# Low-bias MAR current as Landau–Zener transitions between Andreev levels

At small bias a quasiparticle crossing the gap of a superconducting contact makes about $2\Delta/eV$ Andreev reflections. Summing these multiple Andreev reflections (MAR) order by order is awkward when $eV\ll\Delta$. Today I derive the dc current from another picture, due to Averin and Bardas (1995): the phase moves slowly and drags two bound levels through an avoided crossing.

## Premises

1. Two equal BCS electrodes with gap $\Delta$ and phases $\pm\varphi/2$, with $\Delta$ far below the Fermi energy.
2. A contact much shorter than the coherence length. Its normal scattering matrix is then energy independent. Time-reversal symmetry makes it symmetric, and it splits into independent spin-degenerate channels of transmission $\tau$. I write $R=1-\tau$.
3. Ideal voltage bias, $\dot\varphi=2eV/\hbar$, with $e>0$, $V>0$ and current counted along $V$.
4. Electrodes in equilibrium, at $T=0$ for now, and no inelastic relaxation of the bound levels within a Josephson period $T_J=h/2eV$.
5. $eV\ll\Delta$ and $R\ll1$.

## Step 1: the Andreev levels

In an electrode of phase $\chi$ the Bogoliubov–de Gennes equation reads $(\xi-E)u+\Delta e^{i\chi}v=0$ with $\xi^2=E^2-\Delta^2$. For $|E|<\Delta$ the wave that decays into the electrode has $\xi=i\sqrt{\Delta^2-E^2}$ for an incident electron, so $v/u=e^{-i\alpha}e^{-i\chi}$ with $\cos\alpha=E/\Delta$. A hole returns as an electron with amplitude $e^{-i\alpha}e^{i\chi}$.

Let $s$ be the $2\times2$ electron scattering matrix of the channel. Holes scatter with $s^*$. Put $\Lambda=\mathrm{diag}(e^{i\varphi/2},e^{-i\varphi/2})$. A bound state reproduces itself after one electron–hole round trip:

$$\det[1-xM]=0,\qquad x=e^{-2i\alpha},\qquad M=\Lambda s^*\Lambda^* s .$$

$M$ is unitary with $\det M=|\det s|^2=1$, and since $s$ is symmetric,

$$\mathrm{tr}M=\sum_{ij}|s_{ij}|^2\Lambda_i\Lambda_j^*=2R+2\tau\cos\varphi .$$

The determinant is $1-x\,\mathrm{tr}M+x^2$. Dividing by $x$ gives $2\cos2\alpha=\mathrm{tr}M$, that is $2E^2/\Delta^2-1=1-2\tau\sin^2(\varphi/2)$, so

$$E=\pm E_A,\qquad E_A=\Delta\sqrt{1-\tau\sin^2(\varphi/2)} .$$

The two levels start at the gap edges at $\varphi=0$, approach to $2\Delta\sqrt R$ at $\varphi=\pi$, and return to the edges at $2\pi$.

**Question.** *How is spin counted? I always lose a factor of two here.*

I work in the block of spin-up electrons and spin-down holes, which holds every degree of freedom once. The many-body energy is the sum of filled levels plus a constant. With the lower level filled it is $-E_A$, the ground state. With the upper level filled instead it is $+E_A$, which is two quasiparticles more. With both or neither filled it is zero and carries no current. The current operator is $(2e/\hbar)\,\partial H/\partial\varphi$.

**Question.** *And the continuum?*

For $|E|>\Delta$, $x$ is real, so the determinant is real and adds no $\varphi$-dependent phase shift. The continuum density of states does not depend on $\varphi$, and the filled continuum carries no current.

## Step 2: a two-level Hamiltonian near $\varphi=\pi$

At $\tau=1$ and $0<\varphi<2\pi$ the levels are $\mp\Delta\cos(\varphi/2)$, and they cross. One is made of right-moving electrons and left-moving holes, the other of the reverse. Without backscattering nothing connects them, even when $\varphi$ moves. These are the diabatic states, with amplitudes $a$ and $b$, and $a$ is the lower one for $\varphi<\pi$.

Measure $t$ from $\varphi=\pi$. Then $-\Delta\cos(\varphi/2)\simeq\Delta(\varphi-\pi)/2=\Delta\,eVt/\hbar$. Backscattering couples the two states, and the modulus of the coupling must be $\Delta\sqrt R$ to reproduce the splitting of step 1. Its phase is absorbed in $b$. The continuum is a distance $\Delta\gg eV$ away and is left out here. With

$$\sigma=\frac{t\sqrt{\Delta\,eV}}{\hbar},\qquad \lambda^2=\frac{R\Delta}{eV},$$

and a prime for $d/d\sigma$, the Schrödinger equation becomes

$$ia'=\sigma a+\lambda b,\qquad ib'=\lambda a-\sigma b .$$

The transition occupies $|\sigma|\lesssim\max(1,\lambda)$. Since $\varphi-\pi=2\sigma\sqrt{eV/\Delta}$, that is a phase window of order $\max(\sqrt{eV/\Delta},\sqrt R)$. Premise 5 makes it small, which justifies linear diabatic energies, a constant coupling and the extension to $\sigma=\pm\infty$.

## Step 3: the Landau–Zener probability

This is the problem of Landau and Zener (1932). Differentiate the first equation and insert both. The terms in $b$ cancel:

$$a''+(\sigma^2+\lambda^2+i)\,a=0 .$$

Try $a=e^{-i\sigma^2/2}\sigma^{\mu}$. Then $a''/a=-\sigma^2-i-2i\mu+\mu(\mu-1)/\sigma^2$, so at large $|\sigma|$ we need $\mu=-i\lambda^2/2$. The same trial with $e^{+i\sigma^2/2}$ gives the power $-1+i\lambda^2/2$. The first form has constant modulus on each real half-axis and describes $b\to0$. The second falls as $1/\sigma$ and is the small part of $a$ that accompanies a finite $b$.

We start with $|a|=1$, $b=0$ at $\sigma\to-\infty$, which is the pure first form. The coefficients of the equation are entire, so the solution may be followed along a large semicircle $\sigma=\rho e^{i\theta}$, where $|e^{-i\sigma^2/2}|=e^{\rho^2\sin(2\theta)/2}$. Take the upper one, $\theta$ from $\pi$ to 0. For $\pi/2<\theta<\pi$ the first form is exponentially small, and with no second form present it continues unchanged. For $0<\theta<\pi/2$ it is exponentially large, so the second form can appear beneath it, but its own coefficient cannot change. On the positive axis that admixture to $a$ vanishes as $1/\sigma$. The modulus changes only through the power:

$$\left|\frac{a(+\infty)}{a(-\infty)}\right|=\left|e^{-i\pi\mu}\right|=e^{-\pi\lambda^2/2}.$$

Staying in state $a$ means ending on the upper level, so the gap is crossed with probability

$$p=\exp\left[-\frac{\pi(1-\tau)\Delta}{eV}\right].$$

**Question.** *Why not the lower semicircle? It would give $p>1$.*

There the order is reversed. The first form is large first and generates the second, which then dominates and feeds back into the first. That path needs a connection coefficient, and the upper path needs none. As a test, first-order perturbation theory gives $1-p=\lambda^2|\int e^{i\sigma^2}d\sigma|^2=\pi\lambda^2$, the expansion of our result.

## Step 4: the reset at the gap edges

**Question.** *Repeated passages should interfere. Why is one passage enough?*

Because the levels touch the continuum at $\varphi=2\pi n$. For small $R$ the diabatic picture holds there as well. A particle in the rising state gains $eV$ per traversal of the contact. Above the gap its Andreev amplitude is $(E-\sqrt{E^2-\Delta^2})/\Delta=e^{-\eta}$ with $\cosh\eta=E/\Delta$, so it survives a reflection only with probability $e^{-2\eta}<1$, and it escapes into an electrode. The vacancy in the falling state escapes below $-\Delta$ in the same way. The rising state of the next period is fed from the filled continuum below $-\Delta$, and the falling one from the empty continuum above $\Delta$. Each period starts in the ground state with no memory of the last.

## Step 5: the dc current

For any evolution $d\langle H\rangle/dt=\dot\varphi\langle\partial H/\partial\varphi\rangle=V\langle I\rangle$, so the charge passed in a period is the energy gained divided by $V$. This includes the transition region. The energy starts at $-\Delta$. With probability $1-p$ the system follows the lower level back to $-\Delta$, and the supercurrent averages to zero. With probability $p$ it ends at $+\Delta$, and the charge is $Q=2\Delta/V$, the $2\Delta/eV$ electrons of the MAR ladder. Dividing $pQ$ by $T_J=h/2eV$,

$$\boxed{I=\frac{4e\Delta}{h}\,\exp\left[-\frac{\pi(1-\tau)\Delta}{eV}\right]}$$

per channel. The factor $V$ in the attempt rate cancels the $1/V$ in the charge. For $\tau=1$, $p=1$ and $I=4e\Delta/h$ stays finite as $V\to0$. It is the average of $(e\Delta/\hbar)\sin(\varphi/2)$ over $0<\varphi<2\pi$. For any $\tau<1$ the current dies exponentially below $eV\sim\pi R\Delta$.

At finite $T$ the lower and upper levels start with Fermi occupations $f(-\Delta)$ and $f(\Delta)$. Each contributes with the sign of its energy change, so $I$ acquires the factor $f(-\Delta)-f(\Delta)=\tanh(\Delta/2k_BT)$.

**Question.** *What does this say about noise?*

Periods are independent, so the number of crossings is binomial. At $T=0$ the low-frequency noise is $S=2Q^2p(1-p)/T_J$, and $S/2I=(2\Delta/V)(1-p)$.

## Range of validity

**Finite $R$.** The linearisation can be lifted with Dykhne's adiabatic formula, $p\simeq e^{-W}$ with $W=(2/\hbar)\,\mathrm{Im}\int 2E_A\,dt$ taken to the complex time where $E_A=0$. I quote it without proof. It fixes the exponent and not the prefactor. Put $\varphi=\pi+iy$, so $\sin^2(\varphi/2)=\cosh^2(y/2)$ and $dt=i\hbar\,dy/2eV$. The substitution $1-\tau\cosh^2(y/2)=R\sin^2\vartheta$ gives $|dy|=2\sqrt R\sin\vartheta\,d\vartheta/\sqrt{1-R\sin^2\vartheta}$, and

$$W=\frac{2\Delta}{eV}\int_0^{y_0}\!\!\sqrt{1-\tau\cosh^2\tfrac y2}\,dy=\frac{4\Delta}{eV}\int_0^{\pi/2}\!\!\frac{R\sin^2\vartheta\,d\vartheta}{\sqrt{1-R\sin^2\vartheta}}=\frac{4\Delta}{eV}\left[K(R)-E(R)\right],$$

with $\cosh^2(y_0/2)=1/\tau$ and complete elliptic integrals of parameter $m=R$. Expanding the root, $W=(\pi R\Delta/eV)(1+3R/8+\dots)$. The boxed exponent is the first term, and it suffices when $(3\pi/8)R^2\Delta/eV\ll1$. For $\tau\to0$, $W\to(2\Delta/eV)[\ln(16/\tau)-2]$, so $p\propto\tau^{2\Delta/eV}$, as a process with $2\Delta/eV$ traversals requires.

**Finite $eV/\Delta$.** Step 5 released the quasiparticles exactly at the edge. They climb a little further. With $\epsilon=E-\Delta$ and $\eta\simeq\sqrt{2\epsilon/\Delta}$, the product of $e^{-2\eta}$ over steps of $eV$ is the survival probability

$$P(\epsilon)\simeq\exp\left[-\frac{2}{eV}\int_0^\epsilon\eta\,d\epsilon'\right]=\exp\left[-\frac{4\sqrt2}{3}\frac{\epsilon^{3/2}}{eV\sqrt\Delta}\right].$$

The mean excess energy of each quasiparticle is

$$\int_0^\infty P\,d\epsilon=\Gamma(5/3)\left(\frac{3}{4\sqrt2}\right)^{2/3}\Delta\left(\frac{eV}{\Delta}\right)^{2/3}=0.59\,\Delta\left(\frac{eV}{\Delta}\right)^{2/3}.$$

By the energy balance the current is multiplied by $1+0.59(eV/\Delta)^{2/3}$. This correction fades slowly.

**Question.** *A finite current at zero voltage without a fixed phase sounds unphysical.*

The limit holds within premises 3 and 4. If the levels relax at a rate $\Gamma$, the result needs $\Gamma T_J\ll1$. At lower bias the populations follow equilibrium, whose current averages to zero over a period, and $I$ falls to zero with $V$. A finite source impedance also lets the phase slow down or lock on the supercurrent branch. The window for the ballistic plateau is $\hbar\Gamma\ll eV\ll\Delta$.

## Illustration: a five-channel Nb atomic contact

A one-atom Nb contact typically has five channels, from the $s$ and $d$ valence orbitals, and a conductance of roughly two to three times $G_0=2e^2/h$. Its size, about 0.3 nm, is far below a coherence length of typically tens of nm. I take an approximate gap $\Delta=1.4$ meV, $T=1.5$ K and illustrative transmissions 0.95, 0.75, 0.45, 0.25, 0.10. They were chosen so that the sum, 2.50, is typical and one channel obeys $R\ll1$. The bias is $V=140\ \mu$V, so $\Delta/eV=10$.

Then $4e\Delta/h=217$ nA, the thermal factor is 0.99996, $T_J=14.8$ ps and $Q=20\,e$.

| $\tau$ | $\pi R\Delta/eV$ | $W$ |
|---|---|---|
| 0.95 | 1.571 | 1.601 |
| 0.75 | 7.85 | 8.73 |
| 0.45 | 17.3 | 23.0 |
| 0.25 | 23.6 | 37.8 |
| 0.10 | 28.3 | 58.9 |

For the first channel the minimal gap is 0.626 meV and the crossover lies at $\pi R\Delta=0.22$ meV. The boxed formula gives $p=0.208$ and 45 nA. The full exponent gives $p=0.202$ and 44 nA, in line with the estimated shift $(3\pi/8)R^2\Delta/eV=0.029$. The edge factor is 1.127 and raises this to 49 nA. It is the larger of the two corrections and limits us to two figures. The noise charge $S/2I$ is about $16\,e$.

The second channel lies outside the range of the boxed formula, which would give $p=3.9\times10^{-4}$ against $e^{-W}=1.6\times10^{-4}$. Its current, of order 0.035 nA up to a prefactor, is negligible, and the other three are smaller still. The model's current is therefore about 49 nA, carried by one channel, and it exceeds the 27 nA that the same five channels would pass in the normal state at this bias.

**Question.** *Should I expect that in a real Nb contact?*

Only in one that has such an open channel. As typical knowledge, the leading transmission in Nb contacts is often well below 0.95, and the model then overshoots by orders of magnitude. With 0.75 as the top channel the model's current at this bias drops more than a thousandfold. Currents that small are typically hidden under extra subgap current from broadened gap edges, which a sharp BCS gap omits. The 49 nA is the model's number for these inputs, and its exponential dependence on $1-\tau$ makes the low-bias current a sensitive probe of the most open channel.